**Radii and eigenvalues of 2p₁/₂ and 3d₃/₂ from Mn to Bi**

The table holds eigenvalues and mean radii of the 2p₁/₂ and 3d₃/₂ orbitals of thirteen neutral atoms from Dirac–Coulomb Hartree–Fock (configuration average, Fermi nucleus, basis limit). The program fits nothing: it works out scaled radii, local exponents and slopes per proton, and compares them with the bare point-nucleus Dirac ion. The radius ratio is lowest at Tm and rises 1.9% to Bi; divided by the rising bare Dirac ratio it falls in every step, from 2.24 to 1.19. The bare ion reproduces the 2p₁/₂ to 2p₃/₂ radius ratio of Se, Xe and W within 0.15%, but not the absolute radii or the eigenvalue difference, which is 0.56 to 0.82 of the bare value. The deepening of the 3d level per proton nearly stops growing while 4f fills, whereas the eigenvalue difference grows smoothly.

Neutral spherical atoms, computed with B-spline radial code 1 by Dirac–Coulomb Hartree–Fock at the basis-set limit, with a Fermi model of the nucleus and an average of configuration over nl shells. ε is the orbital eigenvalue and <r> the mean orbital radius.

## Script

```python
# Table: Dirac-Coulomb Hartree-Fock (B-spline radial code, nl average, Fermi nucleus) eigenvalues
# and mean radii of 2p1/2 and 3d3/2 in neutral atoms. Tested: scaled radii, local exponents and
# slopes, and one parameter-free estimate, the bare point-nucleus Dirac ion. Nothing is fitted.
T = {
    'ion': ['Mn', 'Zn', 'Se', 'Zr', 'Rh', 'Sn', 'Xe', 'Pr', 'Gd', 'Tm', 'W', 'Pt', 'Bi'],
    'Z': [25, 30, 34, 40, 45, 50, 54, 59, 64, 69, 74, 78, 83],
    'configuration': ['[Ar] 3d5 4s2', '[Ar] 3d10 4s2', '[Ar] 3d10 4s2 4p4', '[Kr] 4d2 5s2', '[Kr] 4d8 5s1', '[Kr] 4d10 5s2 5p2', '[Kr] 4d10 5s2 5p6', '[Xe] 4f3 6s2', '[Xe] 4f7 5d1 6s2', '[Xe] 4f13 6s2', '[Xe] 4f14 5d4 6s2', '[Xe] 4f14 5d9 6s1', '[Xe] 4f14 5d10 6s2 6p3'],
    'e_2p12': [-25.1966, -39.7403, -55.7129, -86.5054, -117.597, -154.886, -189.68, -239.127, -294.618, -356.671, -428.229, -492.259, -582.483],  # hartree
    'e_3d32': [-0.551333, -0.770896, -2.62035, -7.45468, -12.3673, -19.0876, -26.0234, -35.923, -46.2149, -56.8722, -70.4178, -82.6888, -100.622],  # hartree
    'gap': [24.6453, 38.9694, 53.0925, 79.0507, 105.229, 135.798, 163.656, 203.204, 248.404, 299.799, 357.812, 409.57, 481.86],  # hartree
    'r_2p12': [0.24441, 0.19578, 0.16852, 0.13873, 0.12039, 0.10591, 0.096307, 0.086143, 0.077548, 0.07016, 0.063732, 0.059141, 0.053958],  # bohr
    'r_3d32': [1.1624, 0.87548, 0.62233, 0.4491, 0.36735, 0.31149, 0.27785, 0.24461, 0.21845, 0.19725, 0.17974, 0.16772, 0.15463],  # bohr
    'r_ratio': [4.7559, 4.4719, 3.693, 3.2371, 3.0512, 2.9412, 2.885, 2.8396, 2.8169, 2.8114, 2.8203, 2.8359, 2.8658],
}
import re
import numpy as np
from scipy.constants import alpha, physical_constants as pc
eV = pc['Hartree energy in eV'][0]
ion = T['ion']
Z, e2, e3, gap, r2, r3, ra = (np.array(T[k], float) for k in
    ('Z', 'e_2p12', 'e_3d32', 'gap', 'r_2p12', 'r_3d32', 'r_ratio'))
def dirac(n, k, z):
    g = np.sqrt(k*k - (z*alpha)**2); nr = n - abs(k)
    N = np.sqrt(nr*nr + 2*nr*g + k*k); eps = (nr + g)/N
    return ((3*N*N - k*k)*eps - k)/2, (eps - 1)/alpha**2   # Z<r> in bohr, energy in hartree
b2, E2 = dirac(2, 1, Z); b3, E3 = dirac(3, 2, Z)
bare = b3/b2; rem = ra/bare
print("Nonrelativistic hydrogenic: Z<r> 5 (2p), 10.5 (3d), ratio 2.1, gap/Z^2 %.4f hartree" % (5/72))
print("Z<r> in bohr, table and bare Dirac ion; rest = table ratio / bare ratio")
print("    Zr2p  bare   Zr3d   bare  ratio   bare   rest gap/Z^2 gap/bare")
for i, s in enumerate(ion):
    print("%-2s %5.2f %5.2f %6.2f %6.2f %6.4f %6.3f %6.3f %7.4f %6.3f" % (s, Z[i]*r2[i], b2[i],
          Z[i]*r3[i], b3[i], ra[i], bare[i], rem[i], gap[i]/Z[i]**2, gap[i]/(E3[i]-E2[i])))
dZ = np.diff(Z); dl = np.diff(np.log(Z)); mid = (Z[1:] + Z[:-1])/2
p2 = -np.diff(np.log(r2))/dl; p3 = -np.diff(np.log(r3))/dl
s2 = -np.diff(e2)/dZ; s3 = -np.diff(e3)/dZ; sg = np.diff(gap)/dZ
nf = np.array([sum(int(x) for x in re.findall(r'4f(\d+)', c)) for c in T['configuration']])
c3 = np.diff(s3)/np.diff(mid); cg = np.diff(sg)/np.diff(mid)
print("p: <r> ~ Z^-p; s: deepening (gap: growth), hartree/proton; c: rise of s per unit Z")
print("        p2p   p3d    s2p   s3d   sgap    c3d   cgap 4f added/proton")
for i in range(len(dZ)):
    c = "%6.3f %6.3f" % (c3[i-1], cg[i-1]) if i else "     -      -"
    print("%s-%s %5.3f %5.3f %6.2f %5.3f %6.2f %s %4.1f" % (ion[i], ion[i+1], p2[i], p3[i],
          s2[i], s3[i], sg[i], c, (nf[i+1]-nf[i])/dZ[i]))
m = int(np.argmin(ra))
half = lambda x: 0.5*10**(np.floor(np.log10(x)) - 4)       # radii have five figures
err = ra*(half(r2)/r2 + half(r3)/r3)
print("Lowest ratio: %s; fall from %s %.1f%%; rise to %s %.4f (%.2f%%)" % (ion[m], ion[0],
      100*(1 - ra[m]/ra[0]), ion[-1], ra[-1]-ra[m], 100*(ra[-1]/ra[m]-1)))
print("Neighbours above it by %.4f (%s), %.4f (%s); rounding of ratio there %.4f"
      % (ra[m-1]-ra[m], ion[m-1], ra[m+1]-ra[m], ion[m+1], err[m]))
print("%s to %s: <r>2p %.1f%%, <r>3d %.1f%%, bare ratio %+.1f%%, rest %+.1f%%" % (ion[m], ion[-1],
      100*(r2[-1]/r2[m]-1), 100*(r3[-1]/r3[m]-1), 100*(bare[-1]/bare[m]-1), 100*(rem[-1]/rem[m]-1)))
print("Z<r>(2p1/2) below 5 in:", " ".join(s for s, x in zip(ion, Z*r2) if x < 5))
print("Largest/smallest c: 3d level %.1f, gap %.1f" % (c3.max()/c3.min(), cg.max()/cg.min()))
# further outputs of the same runs: 2p3/2 energy and radius, Breit shifts (eV) of 2p1/2 and 3d3/2
X = {'Se': (-54.16305, 0.1722513, 3.154094, 0.1881642),
     'Xe': (-177.7046, 0.1020493, 16.10603, 1.703752),
     'W': (-378.4154, 0.071648, 49.32559, 6.136712)}
print("   r2p1/2:r2p3/2  bare  r3d:r2p3/2  2p split/Eh  Breit cut of gap/eV (%)")
dev = []; q = []
for s, (e, r, B2, B3) in X.items():
    i = ion.index(s); b = b2[i]/dirac(2, -2, Z[i])[0]
    dev.append(r2[i]/r/b - 1); q.append(r3[i]/r)
    print("%-2s %9.4f %9.4f %8.3f %10.2f %10.1f (%.2f)" % (s, r2[i]/r, b, q[-1], e - e2[i],
          B2 - B3, 100*(B2 - B3)/eV/gap[i]))
print("Largest deviation of the 2p radius ratio from bare Dirac: %.2f%%" % (100*max(map(abs, dev))))
# further outputs of the W run: <1/r> of 4f5/2, 5d3/2, 6s1/2 in 1/bohr
print("W <1/r> (1/bohr): 4f %.2f, 5d %.2f, 6s %.2f" % (2.113324, 0.6718275, 0.3720709))
assert ion[m] == 'Tm' and np.all(p3[:m] > p2[:m]) and np.all(p3[m:] < p2[m:])
assert np.all(np.diff(rem) < 0) and np.all(np.diff(bare) > 0)
assert max(map(abs, dev)) < 0.005 and q[0] > q[1] > q[2]
assert np.all(np.diff(r3) < 0) and np.all(np.diff(sg) > 0)
```

Printed output:

```
Nonrelativistic hydrogenic: Z<r> 5 (2p), 10.5 (3d), ratio 2.1, gap/Z^2 0.0694 hartree
Z<r> in bohr, table and bare Dirac ion; rest = table ratio / bare ratio
    Zr2p  bare   Zr3d   bare  ratio   bare   rest gap/Z^2 gap/bare
Mn  6.11  4.93  29.06  10.45 4.7559  2.122  2.241  0.0394  0.558
Zn  5.87  4.89  26.26  10.43 4.4719  2.132  2.098  0.0433  0.609
Se  5.73  4.86  21.16  10.41 3.6930  2.141  1.725  0.0459  0.641
Zr  5.55  4.81  17.96  10.38 3.2371  2.158  1.500  0.0494  0.681
Rh  5.42  4.76  16.53  10.35 3.0512  2.175  1.403  0.0520  0.708
Sn  5.30  4.70  15.57  10.31 2.9412  2.194  1.341  0.0543  0.730
Xe  5.20  4.65  15.00  10.28 2.8850  2.211  1.305  0.0561  0.745
Pr  5.08  4.58  14.43  10.24 2.8396  2.236  1.270  0.0584  0.762
Gd  4.96  4.50  13.98  10.19 2.8169  2.265  1.244  0.0606  0.777
Tm  4.84  4.42  13.61  10.14 2.8114  2.297  1.224  0.0630  0.790
W   4.72  4.32  13.30  10.09 2.8203  2.335  1.208  0.0653  0.801
Pt  4.61  4.24  13.08  10.04 2.8359  2.368  1.197  0.0673  0.808
Bi  4.48  4.13  12.83   9.98 2.8658  2.417  1.186  0.0699  0.817
p: <r> ~ Z^-p; s: deepening (gap: growth), hartree/proton; c: rise of s per unit Z
        p2p   p3d    s2p   s3d   sgap    c3d   cgap 4f added/proton
Mn-Zn 1.217 1.555   2.91 0.044   2.86      -      -  0.0
Zn-Se 1.198 2.727   3.99 0.462   3.53  0.093  0.148  0.0
Se-Zr 1.197 2.007   5.13 0.806   4.33  0.069  0.159  0.0
Zr-Rh 1.204 1.706   6.22 0.983   5.24  0.032  0.165  0.0
Rh-Sn 1.216 1.566   7.46 1.344   6.11  0.072  0.176  0.0
Sn-Xe 1.235 1.485   8.70 1.734   6.96  0.087  0.189  0.0
Xe-Pr 1.259 1.439   9.89 1.980   7.91  0.055  0.210  0.6
Pr-Gd 1.292 1.390  11.10 2.058   9.04  0.016  0.226  0.8
Gd-Tm 1.331 1.357  12.41 2.131  10.28  0.015  0.248  1.2
Tm-W 1.374 1.329  14.31 2.709  11.60  0.116  0.265  0.2
W-Pt 1.420 1.315  16.01 3.068  12.94  0.080  0.297  0.0
Pt-Bi 1.476 1.308  18.04 3.587  14.46  0.115  0.337  0.0
Lowest ratio: Tm; fall from Mn 40.9%; rise to Bi 0.0544 (1.93%)
Neighbours above it by 0.0055 (Gd), 0.0089 (W); rounding of ratio there 0.0001
Tm to Bi: <r>2p -23.1%, <r>3d -21.6%, bare ratio +5.2%, rest -3.1%
Z<r>(2p1/2) below 5 in: Gd Tm W Pt Bi
Largest/smallest c: 3d level 7.9, gap 2.3
   r2p1/2:r2p3/2  bare  r3d:r2p3/2  2p split/Eh  Breit cut of gap/eV (%)
Se    0.9783    0.9788    3.613       1.55        3.0 (0.21)
Xe    0.9437    0.9448    2.723      11.98       14.4 (0.32)
W     0.8895    0.8909    2.509      49.81       43.2 (0.44)
Largest deviation of the 2p radius ratio from bare Dirac: 0.15%
W <1/r> (1/bohr): 4f 2.11, 5d 0.67, 6s 0.37
```
